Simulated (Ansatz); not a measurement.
TiN: pressure against volume per atom

All results are calculated (Ansatz 0.2.0). Periodic Kohn-Sham DFT of a crystal at fixed atoms; pressure and stress are positive in compression; the energy is the free energy less that of spherical unpolarised free atoms; site moments are those in the method's own spheres, positive along +z.

Cell of the first row (space group Fm-3m, No. 225):
```
CELL_PARAMETERS angstrom
0.00000 2.07870 2.07870
2.07870 0.00000 2.07870
2.07870 2.07870 0.00000
ATOMIC_POSITIONS crystal
Ti 0.00000 0.00000 0.00000
N 0.50000 0.50000 0.50000
```

Settings of every row: method all-electron PAW; functional PBEsol; relativity scalar; k mesh 17x17x17; filling fermi-dirac; smearing width 0.05 eV; nucleus gaussian.

Atom start moment: 0 on all atoms.

```
row  volume per atom (Å³)  pressure (GPa)
  1                 8.982          10.783
  2                 9.173               ?
  3                 9.364          -2.433
  4                  9.46          -5.316
  5                 9.555          -8.048
  6                 9.651         -10.636
  7                 9.746         -13.087
  8                 9.937         -17.606
  9                10.128         -21.662
```

Question: what pressure should row 2 give?

Worked fit of pressure. Take u = (V_r/V)^(2/3) − 1 with V_r = 9.603 Å³ an atom, which is twice the finite (Eulerian) strain; such expansions in the strain, on which the Birch-Murnaghan equation of state is built, carry the rest volume and the bulk modulus. The shown rows have u = 0.04558, 0.01694, 0.01005, 0.00335, -0.00332, -0.00981, -0.02254, -0.03486. Least squares give pressure = −9.362 + 391.236 × u + 1110.34 × u² GPa; a straight line predicts inner rows, each left out in turn, worse (root mean square 0.57 against 0.014 GPa). The rows lie off it by 0.006, -0.017, 0.002, -0.009, 0.013, 0.006, 0.010, -0.011 (root mean square 0.01 GPa). The pressure vanishes at u = 0.0225, or V = 9.288 Å³ an atom, and there the bulk modulus at fixed shape and fractions is B = −V dP/dV = (2/3)(1 + u) dP/du = 301 GPa. The withheld row has u = 0.03101, so the fit gives −9.362 + 391.236 × (0.03101) + 1110.34 × (0.03101)² = 3.838 GPa.

The calculation gave 3.817 GPa. The fit lies 0.021 GPa (0.065 % of the column's range) above it; its largest miss of a shown row is 0.017 GPa.
